**Problem: shells, spin and charging in a hard-walled dot**

N electrons sit in a sphere of radius R with a point charge at its centre, treated by spin-polarised LDA. The chemical potential is μ(N) = E(N) − E(N−1), the addition energy is A(N) = μ(N+1) − μ(N), and M is the number of unpaired electrons. Energies are in hartree*, lengths in bohr*. The level 1p is the lowest with l = 1, and 2s is the second s level.

Hard-wall spherical dot of radius 4.51 bohr* with a central point charge of 1 e, computed with radks and Libxc in spin-polarised LDA (PW92), effective atomic units. Shells are m-averaged and filled by a greedy search that can miss a lower state; levels are numbered by radial order for each l. Chemical potential is E(N)-E(N-1), addition energy E(N+1)+E(N-1)-2E(N).

| electrons | chemical potential (hartree*) | unpaired electrons | rms radius (bohr*) | highest eigenvalue (hartree*) | highest level | addition energy (hartree*) |
| --- | --- | --- | --- | --- | --- | --- |
| 1 | -0.4682 | 1 | 1.630 | -0.2427 | 1s up | n/a |
| 2 | 0.06319 | 0 | 1.938 | 0.2410 | 1s up | 0.6914 |
| 3 | 0.7546 | 1 | 2.315 | 0.8895 | 1p up | 0.2748 |
| 4 | 1.029 | 2 | 2.505 | 1.170 | 1p up | 0.2828 |
| 5 | 1.312 | 3 | 2.627 | 1.454 | 1p up | 0.3558 |
| 6 | 1.668 | 2 | 2.720 | 1.801 | 1p down | 0.2686 |
| 7 | 1.937 | 1 | 2.791 | 2.073 | 1p down | 0.2738 |
| 8 | 2.210 | 0 | 2.848 | 2.348 | 1p up | 0.5407 |
| 9 | 2.751 | 1 | 2.910 | 2.883 | 1d up | 0.2650 |
| 10 | 3.016 | 2 | 2.961 | 3.149 | 1d up | 0.2662 |
| 11 | 3.282 | 3 | 3.003 | 3.416 | 1d up | 0.2668 |
| 12 | 3.549 | 4 | 3.040 | 3.683 | 1d up | 0.2671 |
| 13 | 3.816 | 5 | 3.072 | 3.950 | 1d up | 0.3354 |
| 14 | 4.152 | 4 | 3.102 | 4.282 | 1d down | 0.2606 |
| 15 | 4.412 | 3 | 3.128 | 4.543 | 1d down | 0.2618 |
| 16 | 4.674 | 2 | 3.151 | 4.805 | 1d down | 0.2625 |
| 17 | 4.937 | 1 | 3.173 | 5.068 | 1d down | 0.2629 |
| 18 | 5.199 | 0 | 3.192 | 5.331 | 1d up | 0.3944 |
| 19 | 5.594 | 1 | 3.183 | 5.786 | 2s up | 0.4492 |
| 20 | 6.043 | 2 | 3.203 | 6.172 | 1f up | 0.2586 |
| 21 | 6.302 | 3 | 3.222 | 6.431 | 1f up | 0.2588 |
| 22 | 6.561 | 4 | 3.240 | 6.690 | 1f up | n/a |

**(a) What sets the size of A inside a shell?**

*Solution.* When successive electrons enter the same level with the same spin, A is pure charging cost. Its mean is 0.275 in 1p, 0.264 in 1d and 0.259 in 1f. Two parameter-free estimates bracket these. A conducting sphere carries added charge on its surface and gives 1/R = 0.222. Two electrons frozen in one orbital of the empty sphere repel with the Slater integral F⁰, which is 0.338, 0.313 and 0.298 for the three shells; the table reaches 81 to 87% of that. Three effects are argued, not separated here: the electron cloud widens the orbital itself (the mean radius of 1d in the runs grows from N = 1 to 11 to 16), exchange and correlation lower the cost, and the other electrons relax away from the newcomer, pushing the net added charge outward, while the wall forces the density to zero at R and keeps the charge inside. The rms radius is the wrong length: from N = 3 to 21 it grows by 39% while A falls by 6%.

**(b) Why is A large at N = 2, 8 and 18?**

*Solution.* At a closed shell the next electron pays the charging cost plus the gap to the next level. The label "up" in these rows means nothing, since M = 0. The excess of A(2) over A(3) is 0.417, between the 1s–1p gap of the empty sphere (0.254) and that of the sphere with the bare charge (0.553); the subtraction is rough, because the compact 1s has a larger charging cost than 1p. At N = 8 the excess over the mean of the neighbours is 0.271, below even the empty-sphere 1p–1d gap of 0.320.

The Kohn-Sham levels of the same runs show gaps shrinking with filling: 1s–1p is 0.524 at N = 1 and 0.177 at N = 16. The argued cause is that the electron cloud outweighs the single central charge except close to it, and its repulsion, strongest in the interior, lifts most the low-l levels that live there. It also reorders levels: 2s lies 0.186 below 1d at N = 1 and 0.085 above it at N = 16. At N = 11 it is only 0.044 above, so near N = 8 the two empty levels are close, and the higher cost of occupying the compact 2s (part e) helps 1d follow 1p. The gap above N = 18 is small for the same reason of near balance.

**(c) Explain the smaller peaks at N = 5 and 13, and estimate the second.**

*Solution.* The unpaired counts show Hund's rule: each shell fills one spin first, and the peaks fall where filling turns to the other spin. Write the exchange gain as −I·M²/4. While M changes steadily by one, its second difference is −I/2. At half filling M runs M−1, M, M−1 and the second difference is I(M − ½). The jump over the neighbours is therefore I·M, and differentiating with respect to each spin occupation gives the same I·M for the splitting of up and down levels.

For uniform density in volume V, Slater exchange is −Cₓ N^(4/3) V^(−1/3) [1 + (2/9)(M/N)²], with Cₓ = (3/4)(3/π)^(1/3) = 0.739. Thus I = (8/9) Cₓ / (V^(1/3) N^(2/3)). With V^(1/3) = (4π/3)^(1/3) R = 7.27, I = 0.0903 N^(−2/3). For N = 13, N^(2/3) = 5.53, so I = 0.0163 and the jump is 5 × 0.0163 = 0.082. The table gives 0.3354 − (0.2671 + 0.2606)/2 = 0.0715, so this unfitted estimate is 14% above the calculated jump.

The jump at N = 5 and the 1d splittings at N = 11 and 16 give three more values of I; all four are 0.86 to 0.88 of the model. The model omits effects that pull in opposite directions. The open-shell p and d orbitals avoid the wall and the centre, so the unpaired spins are packed into less than V, which at a given total density raises I; correlation, which also keeps opposite spins apart, lowers it. The total density is not uniform either: at N = 5, 11, 13 and 16 it is highest next to the central charge, and a given spin density gains less exchange where the total density is higher. None of these effects need be as small as 14%, so the close and steady ratio is a net result, and their shares are not separated here. A least-squares line of ln I against ln N through the four points has slope −0.67; four points of two kinds fix it only roughly, and since the functional contains this exchange, the match interprets the calculation without testing it. Because the jump goes as M/N^(2/3), larger shells offset a smaller I with more spins, which is why 0.080 at N = 5 and 0.072 at N = 13 are alike.

**(d) Why does the highest eigenvalue ε exceed μ in every row?**

*Solution.* By Janak's theorem ε = ∂E/∂n for the occupation n of the level, so μ(N) is the average of ε as n rises by one. If ε rises linearly with slope U, then μ(N) = [ε(N−1) + ε(N)]/2 and ε − μ = U/2. In the 14 rows where N−1 and N fill the same spin shell the midpoint rule holds within 0.0008, the size of the rounding. At N = 10, 2(ε − μ) = 0.266 against A = 0.2662. This is a consistency check. With the exact functional E is linear between integers and ε equals μ; LDA curves, partly because an electron repels its own density, so ε here is no removal energy.

**(e) Why is there a peak at N = 19 and none at N = 20?**

*Solution.* N = 20 is not a closed 2s² shell: it has M = 2 with 1f highest. The radii agree. The quantity N × (rms radius)² rises by 12.2 at N = 18, by only 9.1 at N = 19, where the compact 2s causes the sole drop in radius, and by 12.7 at N = 20, like the 12.8 and 12.9 of the next 1f electrons. The runs are 2s¹1f¹, 2s¹1f², 2s¹1f³, so the 2s–1f gap is paid at N = 19. The excesses of A(18) and A(19) over A(17) and A(20) sum to 0.322, close to the 1d–1f Kohn-Sham gap of 0.315 at N = 16.

A compact level is costly to occupy: 2(ε − μ) is 0.384 at N = 19 against about 0.26 in 1d and 1f. The state 2s² would be lower if a second 2s electron cost less than A(19) = 0.4492. An opposite-spin partner gets no exchange relief, so its cost should exceed 0.384, as in 1s, where μ(2) − μ(1) = 0.531 exceeds the 0.451 at N = 1. Which state wins is untested, and the greedy filling can miss the lower one. N = 14 looks close too, since at N = 11 the empty 2s up level lies 0.004 below 1d down, but an empty eigenvalue omits half the charging cost U: ε − μ is 0.192 for 2s at N = 19 against 0.130 for 1d at N = 14, and a difference of order 0.062 favours the 1d down filling of the table.

**(f) What would a larger radius or a larger central charge change?**

*Solution.* One setting was run, so this is scaling argument. Confinement gaps fall as 1/R², while charging and, at fixed N, the constant I fall as 1/R. In a larger dot the closure at 8 fades faster than the plateau and the half-shell jumps. The gap above 18 is 1d–2s, a balance between the central charge and the electron cloud rather than pure confinement; with the charge fixed it can change sign, so the filling order and that closure may move. A larger charge pulls s levels down most, which raises the N = 2 peak and lets 2s stay below 1d to higher N, as it is at N = 1.

**(g) Which digits can be trusted?**

*Solution.* Above 1 hartree* μ is rounded to 0.0005, so its differences reproduce A only within 0.0009, and fine structure must be read from A itself. Printed digits are not converged digits: 0.2586 against 0.2588 deserves no meaning. The rise of 0.0021 from N = 9 to 12 is far above rounding; a weakening of exchange relief as same-spin density grows is a guess at its cause. The flatness within shells is partly imposed, because m-averaging and spherical symmetry remove multiplet structure, deformation and any other symmetry breaking.

The error of the functional can be measured in one row. For N = 1 the radial Schrödinger equation solved numerically gives −0.4923, and LDA gives −0.4682, too high by 0.0241 or 4.9% of the exact energy. Hartree and exchange-correlation energies, which should cancel for one electron, leave +0.0236, nearly all of that error. It applies to this compact 1s electron alone, but there the second decimal is already affected.
